Bernal bilayer graphene with enhanced γ1: two-band Hamiltonian and Lifshitz transition

Problem. The cell holds sites A1, B1 (lower layer) and A2, B2 (upper layer), with A2 directly above B1. Hoppings: γ0 within a layer, γ1 across the dimer B1–A2, γ3 between A1 and B2. (a) Write H near K. (b) Eliminate the dimer. (c) Find the touching points, their winding and the Lifshitz energy. (d) Solve the four-site model exactly. (e) Find the density at the transition. (f) Evaluate for a compressed bilayer. (g) Size the neglected terms.

Conventions. p is measured from the valley centre, π = ξp_x + ip_y, π† = ξp_x − ip_y, ξ = ±1. Below ξ = +1, so π = p e^(iφ); the other valley follows by time reversal, with all windings reversed. v = √3 aγ0/(2ħ), v3 = √3 aγ3/(2ħ), r = v3/v = γ3/γ0. The matrix elements are −γ0 f, +γ1 and −γ3 f* with positive γ's, where f = e^(ik_y a/√3) + 2e^(−ik_y a/(2√3)) cos(k_x a/2) ≈ −√3 aπ†/(2ħ) near K = (4π/(3a), 0). The opposite sign of γ3 turns the pattern by 60° and changes no energy.

(a) Four-site Hamiltonian, basis (A1, B1, A2, B2):

H = [ 0, vπ†, 0, v3π ; vπ, 0, γ1, 0 ; 0, γ1, 0, vπ† ; v3π†, 0, vπ, 0 ].

(b) Elimination. Split into low sites (A1, B2) and dimer sites (B1, A2): H_low = v3[0, π ; π†, 0], H_dim = γ1σ_x, coupling V = diag(vπ†, vπ). Solving the dimer rows and substituting gives, exactly,

[H_low − V(H_dim − E)⁻¹V†]ψ = Eψ, (H_dim − E)⁻¹ = (γ1σ_x + E)/(γ1² − E²).

For |E| ≪ γ1 the inverse is σ_x/γ1 + E/γ1². The first piece gives

H2 = [0, h ; h*, 0], h = −(π†)²/(2m) + v3π, m = γ1/(2v²).

The second piece multiplies E by 1 + (vp/γ1)² and is dropped for vp ≪ γ1.

(c) Spectrum. E = ±|h|, with

E² = p⁴/(4m²) + v3²p² − (v3p³/m) cos 3φ.

Zeros: p = 0, and p_L = 2mv3 = γ1v3/v² at φ = 0, ±2π/3.

Let W be the number of anticlockwise turns of the phase of h* = −π²/(2m) + v3π† on an anticlockwise loop. For p ≫ p_L, h* ∝ e^(2iφ) and W = +2. Near p = 0, h* ≈ v3 p e^(−iφ): an isotropic cone of velocity v3 with W = −1. Near (p_L, 0), put π = p_L + q with q = q_x + iq_y. Since p_L/m = 2v3, h* ≈ −2v3q + v3q* = −v3(q_x + 3iq_y): a cone with radial velocity v3, tangential velocity 3v3 and W = +1. The sum −1 + 3(+1) = +2 equals the outer winding, as it must, since h has no other zeros.

On the ray φ = 0, for 0 < p < p_L, E = v3p − p²/(2m), which is largest at p_s = mv3 = p_L/2. At fixed p, E² is smallest at cos 3φ = 1. The point is a maximum along the ray and a minimum across it, hence a saddle, at

E_L = mv3²/2 = (γ1/4)(v3/v)².

For |E| < E_L a valley has four pockets, for |E| > E_L one.

(d) Exact solution. H couples only A sites to B sites through D = [vπ†, v3π ; γ1, vπ†] (rows A1, A2; columns B1, B2), so E² are the eigenvalues of DD†:

E⁴ − TE² + |det D|² = 0, T = γ1² + (2v² + v3²)p², det D = v²(π†)² − γ1v3π = −γ1h.

Since det D ∝ h, the four touching points lie exactly where H2 puts them. T does not depend on φ and the lower root E² grows with |det D|², so φ = 0 remains the minimum across the ray. On the ray, with x = vp/γ1 and ε = E/γ1, the quartic factorises:

(ε² + rx − x²)² − ε²(1 + rx)² = 0.

The low positive branch for 0 < x < r is

ε = ½[1 + rx − √(4x² + (1 − rx)²)],

and it obeys x² − r(1 − ε)x + ε(1 − ε) = 0. The maximum of ε is where the two roots in x merge: r²(1 − ε)² = 4ε(1 − ε). Hence

E_L(four sites) = γ1r²/(4 + r²), x_s = 2r/(4 + r²).

Comparison with the general statement: E_L(two-band)/E_L(four sites) = 1 + r²/4 exactly. To leading order this is the factor 1 + x² dropped in (b), at x ≈ r/2. The ratio does not contain γ1, so raising γ1 alone leaves the relative error of E_L unchanged.

The lattice Hamiltonian depends on k only through the complex number f, and near K the map from k to f is smooth and invertible. It moves the saddle but not its energy, so γ1r²/(4 + r²) also holds for the untruncated γ0–γ1–γ3 lattice. Positions shift by a relative amount of about ka/(4√3), from f = −√3 ka/2 + k²a²/8 on the ray, with k = p/ħ.

(e) Density at E_L (two-band). With u = p/p_L and p_L²/(2m) = 4E_L, the filled region is u⁴ + u² − 2u³cos 3φ ≤ 1/16, that is cos 3φ ≥ C(u) = (u⁴ + u² − 1/16)/(2u³). The filled angle is 2π for u < u1 = (√2 − 1)/2, 2θ with θ = arccos C up to u2 = (√2 + 1)/2, and zero beyond. With s = u²,

dθ/du = −sgn(s − ¼)(s − ¾)/(u√(½ − (s − ¾)²)).

The area is πu1² + ∫2uθ du. Integration by parts cancels πu1², since θ(u1) = π and θ(u2) = 0, and leaves

Area = ½∫ sgn(s − ¼)(s − ¾) ds/√(½ − (s − ¾)²).

The primitive −√(½ − (s − ¾)²) vanishes at both ends and equals −½ at s = ¼. The range u < ½, the central pocket, gives ¼; the three outer pockets together give ¼. With spin and valley degeneracy 4 and k_L = p_L/ħ,

n_L = 4(p_L²/2)/(2πħ)² = k_L²/(2π²).

(f) Numbers. Typical ambient inputs: a = 0.246 nm, γ0 = 3.16 eV, γ1 = 0.38 eV, γ3 = 0.38 eV. Then v = 1.023×10⁶ m/s. Compression is represented by an assumed factor 1.5, tied to no particular pressure, with a and γ0 fixed. Case A raises γ1 alone to 0.57 eV; case B raises γ1 and γ3 to 0.57 eV.

Quantity | ambient | A | B
r | 0.120 | 0.120 | 0.180
v3 (10⁵ m/s) | 1.23 | 1.23 | 1.84
m (10⁻³² kg) | 2.91 | 4.36 | 4.36
m/m_e | 0.0319 | 0.0479 | 0.0479
k_L (10⁷ m⁻¹) | 6.79 | 10.2 | 15.3
E_L, two-band (meV) | 1.37 | 2.06 | 4.64
E_L, two-band (10⁻²² J) | 2.20 | 3.30 | 7.43
E_L, four sites (meV) | 1.37 | 2.05 | 4.60
r²/4 (%) | 0.36 | 0.36 | 0.81
E_L/k_B (K) | 16 | 24 | 54
n_L (10¹⁴ m⁻²) | 2.33 | 5.25 | 11.8

Since E_L = γ1γ3²/(4γ0²) and n_L ∝ (γ1γ3)², case A multiplies E_L by 1.5 and n_L by 2.25, and case B multiplies them by 3.375 and 5.06. Compression acts on both interlayer hoppings, so γ1 alone does not fix E_L. The lattice shift k_La/(4√3) is 0.36 % in case A.

(g) Neglected terms. Add γ4 through elements H(A1,A2) = H(B1,B2) = −v4π†, with v4/v = γ4/γ0, and a dimer site energy Δ′. The elimination of (b) at E = 0 gives both low sites the diagonal term p²[2γ1vv4 + Δ′(v² + v4²)]/(γ1² − Δ′²) ≈ ηγ1x², with η = 2γ4/γ0 + Δ′/γ1. The term is isotropic, so the touching points survive, but the outer ones (x = r) rise by ηγ1r² = 4ηE_L above the central one. On the ray ε = ηx² ± (rx − x²), whose extrema put the saddles at +E_L/(1 − η) and −E_L/(1 + η).

With typical values γ4 = 0.14 eV and Δ′ = 0.022 eV, η = 0.147 at ambient and the outer cones rise by 0.59 E_L. In case A, with γ4 and Δ′ assumed unchanged, η = 0.127, the outer cones sit at 1.0 meV and the saddles at +2.4 and −1.8 meV, up to further corrections of order 1 %. These shifts far exceed the r²/4 correction, and n_L of (e) holds only for η = 0. Electron interaction, in-plane strain and disorder are outside the model, and at a scale of a few meV they cannot be presumed small.

The typical ambient scale of E_L is about 1 meV. The model's 1.37 meV lies more than a third above it, because γ3 = 0.38 eV is at the upper end of typical values and E_L ∝ γ3²; another typical choice, γ3 = 0.30 eV, scales E_L by 0.62 and gives 0.86 meV at ambient.

Result. H2 has off-diagonal element −(π†)²/(2m) + v3π, m = γ1/(2v²), total winding 2 = −1 + 3, and E_L = (γ1/4)(v3/v)², against γ1r²/(4 + r²) for four sites. The model's Lifshitz energy rises from 1.4 meV to 2.1 meV if γ1 alone grows by the assumed factor, and to 4.6 meV if γ3 grows with it.